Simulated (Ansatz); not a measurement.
**How basis sets differ on SnH4Se (SMILES [SeH][SnH3])**

The species is SnH4Se (6 atoms), meant as a singlet with charge 0. SMILES: `[SeH][SnH3]`. The coordinates come from a PBE0-D4/def2-TZVP relaxation.

Quantity: the dipole moment, in D. The values are calculated.

```json
{"level": "HF/STO-3G", "kind": "Hartree–Fock", "program": "Ansatz", "value (D)": "2.34", "CPU time": "2.1 s"}
{"level": "HF/3-21G", "kind": "Hartree–Fock", "program": "Ansatz", "value (D)": "2.15", "CPU time": "2.7 s"}
{"level": "HF/def2-SVP (core potential)", "kind": "Hartree–Fock", "program": "Ansatz", "value (D)": "1.60", "CPU time": "5.1 s"}
{"level": "HF/def2-SVPD (core potential)", "kind": "Hartree–Fock", "program": "Ansatz", "value (D)": "1.54", "CPU time": "8.7 s"}
```

All-electron rows without a relativistic Hamiltonian named are non-relativistic, while core potentials hold scalar relativity, so basis and relativity change together. The values span 1.54 to 2.34 D. Sets without polarisation functions give poor dipoles. CPU times are rough (shared hosts, several kinds of processor): they show what a rung costs within a factor of a few.

The Hartree–Fock dipole falls at every step of the series, and the largest drop comes between 3-21G (2.15 D) and def2-SVP (1.60 D). The molecule's polarity comes mainly from electropositive tin bound to more electronegative selenium, together with the directional lone-pair density on selenium. With few functions to shape the valence density, the small sets probably exaggerate the net charge separation. Added angular flexibility lets the selenium lone pairs deform and delocalise towards the stannyl group, which would offset part of the Sn–Se bond polarity. This probably accounts for much of the large drop, though the dipoles alone can't separate the bond and lone-pair contributions.

Going on to def2-SVPD lowers the value only slightly, to 1.54 D, as expected for a neutral molecule without a loosely bound electron. The outer tail of the density therefore matters much less here than the description of the valence region. That small change doesn't establish the Hartree–Fock basis-set limit, since the underlying valence set remains of split-valence quality.
